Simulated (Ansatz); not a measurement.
## From the elastic tensor of BN at -0.5 GPa (stress–strain coefficients) to moduli and sound speeds

All numbers below come from DFT PBE, scalar-relativistic, plane waves, PAW in Ansatz. Settings: 420 eV plane-wave cutoff, Γ-centred 8×8×8 mesh, fixed occupations. No spin polarisation.

It takes space group F-43m (No. 216, cubic). Conventional cell: a = 3.626 Å, b = 3.626 Å, c = 3.626 Å, α = 90.00°, β = 90.00°, γ = 90.00°. B (site symmetry -43m) is surrounded by 4 N at 1.57 Å. N (site symmetry -43m) has 4 B at 1.57 Å as nearest neighbours.

The cell is the ideal cubic zincblende prototype.

Relaxed-ion constants (GPa, on the Cartesian axes of the calculation):
C11 = 778.5, C12 = 167.7, C13 = 167.7, C22 = 778.5, C23 = 167.7, C33 = 778.5, C44 = 441.3, C55 = 441.3, C66 = 441.3 GPa; the others vanish.

Density 3.457 g/cm³; 2 atoms in 11.92 Å³.

The values that follow are for a polycrystal of randomly turned grains, by Hill's mean where one number stands.

With S = C⁻¹: B_V = (C11+C22+C33+2(C12+C13+C23))/9, G_V = (C11+C22+C33−C12−C13−C23+3(C44+C55+C66))/15, 1/B_R = S11+S22+S33+2(S12+S13+S23), 15/G_R = 4(S11+S22+S33−S12−S13−S23)+3(S44+S55+S66); Hill is their mean. Then v_l = √((B+4G/3)/ρ), v_t = √(G/ρ), v_m = [(2/v_t³+1/v_l³)/3]^(−1/3) and Θ = (ħ/k_B)·v_m·(6π²n/V)^(1/3) for n atoms in the volume V; E = 9BG/(3B+G), ν = (3B−2G)/(2(3B+G)) and A^U = 5G_V/G_R + B_V/B_R − 6.

- Bulk modulus, Voigt / Reuss / Hill: 371.3 / 371.3 / 371.3 GPa
- Shear modulus, Voigt / Reuss / Hill: 387.0 / 374.6 / 380.8 GPa
- Young's modulus: 851 GPa
- Poisson ratio: 0.118
- Pugh ratio B/G: 0.97
- Universal anisotropy index: 0.16
- Longitudinal and transverse sound speeds: 15946 and 10495 m/s
- Debye temperature from the mean sound speed: 1887 K

Cost: 1 run of about 0.18 core-minutes, on Intel Xeon Platinum 8488C (Sapphire Rapids) (shared hosts).

The elastic constants describe a very stiff, strongly covalent solid whose resistance to shear slightly exceeds its resistance to compression. Short B–N bonds built from sp³ hybrids form a tetrahedral network in which shear must bend bond angles as well as stretch bonds. C44 well above C12, and the low Poisson ratio of 0.118, are the signature of such directional, non-central forces; the polarity of the bond does not remove them.

The crystal is not elastically isotropic: shear on the cube planes, governed by C44, is stiffer than the tetragonal shear governed by C11 − C12, so Young's modulus peaks along the ⟨111⟩ bond directions. Light atoms combined with this stiffness account for the high sound speeds and Debye temperature.

The moduli lie somewhat below those measured for cubic BN, probably mainly because PBE tends to make such bonds slightly too long and soft. The constants satisfy the cubic criteria for stability against small homogeneous strains, but do not settle the energetic order of the zincblende and layered forms.
